### Results and discussion

The volume of a crystal that keeps its shape grows as the cube of its bond length, $V\propto d^3$. Removing a given volume therefore shortens the bonds by more than adding the same volume stretches them. Even if every bond were a perfect Hooke spring, the energy would rise more steeply on the compressed side than on the expanded side. The computed energy well of wurtzite ZnS is lopsided in just this sense, and geometry offers itself as the whole explanation.

All-electron FLAPW calculations with FLEUR MaX-R8.1 (later development tree) and PBE for wurtzite ZnS, without spin polarisation, spin-orbit coupling or dispersion correction. The k mesh is 8×8×5, Kmax 4.51 bohr⁻¹ and the Fermi-Dirac smearing 0.05 eV. Cell shape and atomic fractions are fixed; energies are relative to the minimum of the fitted equation of state.

```
volume (Å³/atom)  energy (meV/atom)
           18.43              41.09
           18.82              24.23
           19.21              12.20
           19.60               4.49
           19.99               0.60
           20.39               0.25
           20.78               3.04
```

Here "volume" is the volume per atom, and "energy" is counted from the minimum of the equation of state fitted to the seven PBE energies. That minimum lies at $V_0=20.23$ Å³/atom, between two rows. Cell shape and atomic fractions were held fixed, so all bonds scale together and one relative length, $x=d/d_0=(V/V_0)^{1/3}$, describes each row. Relaxing them could only lower the total energy at each volume, by an amount not tested here.

The volumes are equally spaced, so the change from one energy step to the next measures the local curvature of the well. This change is 4.83 meV/atom at the compressed end and 3.14 at the expanded end, a ratio of 1.54. Hooke bonds would give a ratio of only 1.17. Geometry thus acts in the right direction, but too weakly.

#### How much geometry can explain

The comparison needs a common starting point. For small changes $\Delta V/V_0=3(x-1)$, so the elastic energy per atom can be written in terms of either volume or bond length:

$$E=\frac{B(V-V_0)^2}{2V_0}\quad\text{or}\quad E=\tfrac12\,(9BV_0)\,(x-1)^2 .$$

$B$ is the bulk modulus, 69.1 GPa or 0.431 eV/Å³ in this calculation. The first form is a parabola in volume, with no asymmetry at all. The second is a Hooke spring along each bond. They agree at the bottom of the well and part company away from it.

The row at 18.43 Å³/atom, where the bonds are 3.1 % shorter than at the minimum, separates them best. The parabola in volume gives 34.74 meV/atom, the Hooke bond 36.95, and the electronic-structure calculation 41.09. The cubic relation between volume and length therefore supplies $36.95-34.74=2.21$ meV/atom of an excess of $41.09-34.74=6.35$, about a third. The other two thirds must come from the bonds themselves.

The row at 20.78 Å³/atom, on the other side of the minimum, supports this. There the Hooke bond gives 3.13 meV/atom, slightly more than the computed 3.04. A spring that is too soft when squeezed and too stiff when stretched can't be repaired by changing its one spring constant. The bond itself has to stiffen as it shortens and soften as it lengthens.

#### Why a real bond is not a Hooke spring

A chemical bond is a balance between an attraction and a repulsion that depend differently on distance. The attraction comes from shared electrons and from the opposite charges of zinc and sulfur, and it changes rather gently with bond length. The repulsion sets in when the filled shells of neighbouring atoms overlap. The Pauli principle then forces the electrons into states of higher kinetic energy, and this cost rises roughly exponentially as the atoms approach.

At the equilibrium length the two forces cancel. Shorten the bond, and the repulsion outgrows the attraction by more with each step. The net force then rises faster than that of a spring, whose force grows by the same amount each time. Lengthen it, and the repulsion dies away first, leaving only an attraction that must itself fade as the atoms separate. This is a general argument about bonding; the total energies in the table show the resulting stiffening but do not split it into its parts.

The same argument links the lopsidedness to the strength of the bond. A Hooke spring stores ever more energy as it is pulled, whereas a real bond breaks at a finite cost. If the well is narrow and stiff at the bottom but has only a limited depth, its outer wall must bend over soon. A smooth curve that does so on the outside is usually steeper than a parabola on the inside.

#### An estimate from stiffness and bond strength

The Morse curve puts this idea into one formula:

$$E=E_c\left[1-e^{-a(x-1)}\right]^2 .$$

$E_c$ is the energy needed to pull the crystal apart into atoms, for which a rough recalled value is 3.2 eV per atom. The number $a$ says how quickly the bond departs from a spring. Matching the curvature at the minimum requires $2E_ca^2=9BV_0$, which leaves no constant to adjust to the asymmetry.

For the row at 18.43 Å³/atom the steps are short. The curvature is $9BV_0=9\times0.431\times20.23\approx78.5$ eV, so $a=\sqrt{78.5/6.4}\approx3.50$. With $1-x=0.0307$ the exponential is $e^{0.1075}=1.1135$, and the energy is $3.2\times0.1135^2$ eV, or 41.2 meV/atom. The table has 41.09.

So close a match should not be over-read. $V_0$ and $B$ come from an equation of state fitted to all seven energies, this row among them, so the estimate is not an independent prediction of the row. The depth is also uncertain: a quarter less or more moves the result to 41.9 or 40.7 meV/atom. Yet this whole range lies well above the 36.95 of the Hooke bond, so the conclusion does not hang on the exact depth.

For a related crystal, the model suggests comparing $9BV_0$ with the cohesive energy. A solid that is stiff for its bond strength should have the more lopsided well, since $a$ grows with the square root of that ratio. The ZnS data agree with the rule at one value of the ratio and do not test how it carries over. It should be trusted least for strongly ionic crystals, where the energy of separation into neutral atoms is a poor measure of the attraction near the minimum.

#### Does the well reveal the type of bond?

A Morse curve describes a bond that breaks into neutral atoms, and its success might be taken as a sign of covalent bonding. An ionic picture makes a fair comparison. Let full charges of $+2$ and $-2$ attract by Coulomb's law, and let a repulsion proportional to $1/d^n$ hold the ions apart. The curvature at the minimum then fixes $n$ at about 5.

At 18.43 Å³/atom this model gives 40.6 meV/atom, about 1 % below the computed energy. The Morse curve is closer, but changing its depth by a quarter shifts it by about as much as separates the two models. The charges of the ions are open to doubt as well, and smaller ones would require a steeper repulsion. The energies therefore reject the Hooke bond but do not choose between the covalent and the ionic description.

What the two successful models share is a repulsion that varies faster with distance than the attraction. In both, the lopsidedness near the minimum grows with the sum of the two steepnesses, whatever the origin of the attraction. A good Morse fit is thus evidence for stiffening bonds, not for covalent ones.

A refit tests whether the Hooke bond fails only because it was pinned to the given minimum and modulus. The Hooke and Morse forms were each fitted to all seven rows with three free constants, the Morse $a$ being kept at its estimated value. The typical miss is 0.24 meV/atom for the Hooke form and about 0.01 for the Morse form. The printed output after this text lists both fits and the energies of all four models.

#### What this means for pressure

Pressure is the energy cost per volume removed, so the stiffening matters directly to anyone who converts a compression into a load. Between the two smallest volumes the computed energy rises by $41.09-24.23=16.86$ meV/atom. The parabola in volume gives $34.74-21.29=13.45$ for the same step, and hence a mean pressure about a fifth too low. The error shrinks towards the minimum, where all the models were made to agree.

The effect can be summed up in the pressure slope of the bulk modulus, the number of gigapascals by which $B$ rises for each gigapascal applied. At the minimum the Hooke bond has a slope of exactly 1, because geometry is all it has. The equation of state of this calculation gives 4.38, between the ionic value of 4.0 and the Morse value of 4.5.

The absolute modulus deserves more caution than the stiffening. PBE commonly makes semiconductors somewhat too large and too soft, and these energies belong to a lattice without thermal or zero-point motion.

Output of the analysis:

```
Energies in meV/atom, all models with the same minimum and modulus:
    row    d/d0  computed  volume_parabola  Hooke_bond  Morse_bond   ionic
  18.43  0.9693     41.09            34.74       36.95       41.18   40.59
  18.82  0.9761     24.23            21.29       22.34        24.3   24.02
  19.21  0.9829      12.2            11.12       11.51       12.22   12.12
   19.6  0.9895      4.49            4.222       4.311       4.473    4.45
  19.99  0.9961       0.6           0.6002       0.605      0.6133  0.6121
  20.39   1.003      0.25           0.2551      0.2539      0.2516  0.2519
  20.78   1.009      3.04            3.186        3.13       3.034   3.048
Bond shortening at the smallest volume, %: 3.068
Largest second difference of the energy (compressed end), meV/atom: 4.83
Smallest second difference (expanded end), meV/atom: 3.14
Ratio of these two, computed: 1.538
Same ratio for Hooke bonds: 1.173
Volume parabola less computed at 18.43, meV/atom: -6.348
Hooke bond less computed at 18.43, meV/atom: -4.138
Morse bond less computed at 18.43, meV/atom: 0.09413
Ionic model less computed at 18.43, meV/atom: -0.5034
Share of the excess over the parabola that geometry gives at 18.43, %: 34.82
Modulus slope of the Morse bond: 4.503
Modulus slope of the ionic model: 3.995
Morse energy at 18.43 with depth a quarter smaller, meV/atom: 41.89
Morse energy at 18.43 with depth a quarter larger, meV/atom: 40.71
fit of energy on 7 rows: constant -0.2911 +/- 0.16, coefficient of x - 1 8.683 +/- 19, coefficient of (x - 1)**2 43972 +/- 787; rms 0.238, worst 18.82 0.288, leave-one-out rms 0.64
fit of energy on 7 rows: constant 0.00595 +/- 0.0083, coefficient of 1 - exp(-a * (x - 1)) 0.01907 +/- 0.29, coefficient of (1 - exp(-a * (x - 1)))**2 3192 +/- 3.1; rms 0.0125, worst 19.6 -0.023, leave-one-out rms 0.0212
```
